Question: Which level can I trust for the spin state of CoF₃(OH₂)₃?

I want to know whether this cobalt(III) complex is a singlet or a quintet, and later how much of each spin state is present at room temperature. I compared several levels, and they disagree even about the sign. The result spin gap is the energy of the quintet minus that of the singlet, so a negative value means that the quintet is lower. Can I use one of the cheap methods, and if not, does it matter which functional I take?

Single-point energies of neutral CoF₃(OH₂)₃ from Ansatz 0.2.0 and tblite 0.8.0, with the singlet and quintet each at its own r2SCAN-D4/def2-SVP geometry. The spin gap is the energy of the quintet (multiplicity 5) minus that of the singlet (multiplicity 1). The xTB runs use an electronic temperature of 300 K and no spin polarisation.

```
       result level  result spin gap (kJ/mol)
           GFN1-xTB                     275.8
           GFN2-xTB                     249.0
          HF/STO-3G                    -573.5
r2SCAN-D4/def2-TZVP                      -7.5
  PBE0-D4/def2-TZVP                     -38.8
 BHLYP-D4/def2-TZVP                     -86.9
  wB97X-V/def2-TZVP                     -13.8
      MP2/def2-TZVP                     -75.6
```

Answer:

The levels disagree because the spin gap is a small balance of large terms, and some of them leave a term out. Cobalt(III) has six d electrons. In the singlet they fill three orbitals in pairs; in the quintet two of them have moved up into orbitals that are antibonding between metal and ligand. The mean Co–O distance shows the weaker bonding: it grows from 1.94 to 2.16 Å.

Three terms decide the outcome:

spin gap ≈ promotion cost − exchange gain + correlation loss

The promotion cost is the orbital energy needed to lift two electrons. The exchange gain arises because electrons of parallel spin avoid each other, and the number of parallel d pairs rises from 6 to 10. The correlation loss arises because electrons of opposite spin, above all two in the same orbital, also lower their energy by avoiding each other, and the quintet has fewer such pairs. All levels were applied to the same two structures, relaxed with r2SCAN, so the steps between them do not come from the geometry. They reflect how the levels treat these terms, provided that each level found the same electronic states. That is not certain, because the one d pair left in the quintet can sit in any of three orbitals close in energy.

The two xTB methods keep the promotion cost but, without spin polarisation, have no exchange gain. If that is the reason for their large positive gaps, the gap should be about the cost of two promotions. In GFN1-xTB the highest filled and lowest empty orbitals of the singlet lie 1.8 eV apart:

2 × 1.8 eV = 3.6 eV, or about 346 kJ/mol

The computed gap is 275.8 kJ/mol. The estimate is thus about a quarter too high, and for GFN2-xTB it is about a third too high. It ignores the change of structure and the rearrangement of charge, which together must lower the gap. It also uses the smallest orbital gap for both electrons, although the second may have to cross a wider one; that alone would make the estimate too low. The estimate therefore supports the rough size of the gap and not its exact value. The positive sign is what a method without the exchange gain produces, and it is no evidence for a singlet ground state.

HF/STO-3G fails in the opposite direction. Hartree–Fock has the full exchange gain but no correlation between opposite spins, so the singlet is placed too high. The minimal basis adds an error of its own, because it describes the bonds between cobalt and its ligands poorly. The result lies 487 kJ/mol below that of BHLYP, and this distance mixes both errors. It should not be read as what a functional with 100 % exact exchange would give.

The density functionals include all three terms, but in different proportions. A common explanation, which these results do not test, is that the approximate exchange of a functional such as r2SCAN also imitates part of the correlation that stabilises the more covalent singlet. Exact exchange removes this help, so the quintet gains as its share rises from none in r2SCAN to 25 % in PBE0 and 50 % in BHLYP. The two steps are −31 and −48 kJ/mol. The rest of the functional changes too, so they are not a pure measure of exchange.

wB97X-V shows that the share of exact exchange is not the whole story. It contains some at every distance between electrons and all of it at long range, yet its gap is only 6 kJ/mol below that of r2SCAN and 25 kJ/mol above that of PBE0. The distance at which exact exchange acts, or the other parts of the functional, can therefore matter almost as much here as a step in its share. Which of them is responsible, these results do not decide.

MP2 looks like a natural judge, since it adds correlation to Hartree–Fock explicitly. It does so as a small correction, however, and that works only if the starting state is sound. Here the restricted singlet is unstable towards broken spin symmetry, which is a warning that a single set of paired orbitals may be a poor start. The outer core shells were also correlated in a basis that lacks the functions meant for them, which adds an error of unknown size. That the MP2 gap falls between those of PBE0 and BHLYP is no confirmation of either.

How much this matters depends on your purpose. At 300 K, a change of 5.7 kJ/mol in the gap alters the ratio of the two populations tenfold. The step from r2SCAN to PBE0 alone changes that ratio by more than five powers of ten. None of these levels can therefore give you the populations. Those also need the vibrations, which should be softer in the quintet, and the five spin components of the quintet; both favour the quintet. Spin–orbit coupling, left out here, can matter at this accuracy too.

The sign is an easier question, but it is not settled either. All four functionals put the quintet lower, r2SCAN by only 7.5 and wB97X-V by 13.8 kJ/mol. Errors of density functionals for spin states are often a few tens of kJ/mol. Where the restricted singlet is unstable in a functional as well, a singlet with broken spin symmetry lies below it and makes the gap less negative, perhaps enough to reverse the smallest. Of the two states computed, the quintet is thus the likelier to lie lower, but this is not safe. The triplet was not computed, so these results cannot exclude it as the ground state.

Cost does not rescue the cheap methods. xTB is by far the cheapest, with its small basis and simplified integrals. Among the others, doubling the size of the molecule multiplies the work by formal factors of about 8 for r2SCAN, 16 for the hybrids and 32 for MP2. For a complex of 13 atoms all of them are affordable, so accuracy should decide.

My advice is to leave plain xTB and HF/STO-3G out of any spin-state comparison. Run at least two functionals with different shares of exact exchange, and treat their spread as a rough measure of the uncertainty; here it is 79 kJ/mol. If the gap is smaller than that spread, as it is for three of the four functionals, choosing a favourite functional does not help. The next step is a method that describes each spin state, the triplet included, with several configurations and then adds the remaining correlation. Without that second part it would tend to favour high spin, much as Hartree–Fock does.

The same count tells you where to be careful elsewhere. In an octahedral cobalt(II) complex, with seven d electrons, the change from low to high spin promotes only one electron and raises the parallel pairs from 9 to 11. The exchange gain is then about half as large, and the levels should disagree less. The output below lists the differences used here, together with the promotion estimate, which has no adjustable constant.

Printed output of the fit:

```
step r2SCAN to PBE0 [kJ/mol]: -31.3
step PBE0 to BHLYP [kJ/mol]: -48.1
step r2SCAN to BHLYP, the full span of the four functionals [kJ/mol]: -79.4
wB97X-V less r2SCAN [kJ/mol]: -6.3
wB97X-V less PBE0 [kJ/mol]: 25
MP2 less PBE0 [kJ/mol]: -36.8
MP2 less BHLYP [kJ/mol]: 11.3
HF/STO-3G less BHLYP [kJ/mol]: -486.6
GFN1-xTB less r2SCAN [kJ/mol]: 283.3
GFN2-xTB less r2SCAN [kJ/mol]: 256.5
GFN1-xTB less GFN2-xTB [kJ/mol]: 26.8
parallel d pairs in the singlet: 6
parallel d pairs in the quintet: 10
twice the GFN1-xTB singlet HOMO-LUMO gap [kJ/mol]: 346.4
twice the GFN2-xTB singlet HOMO-LUMO gap [kJ/mol]: 326.1
mean Co-O distance in the singlet [angstrom]: 1.941
mean Co-O distance in the quintet [angstrom]: 2.157
energy that changes a population ratio tenfold at 300 K [kJ/mol]: 5.743
step r2SCAN to PBE0 in powers of ten of the population ratio: 5.45
span of the functionals in powers of ten of the population ratio: 13.82
cost factor for doubled size, formal third power: 8
cost factor for doubled size, formal fourth power: 16
cost factor for doubled size, formal fifth power: 32
```
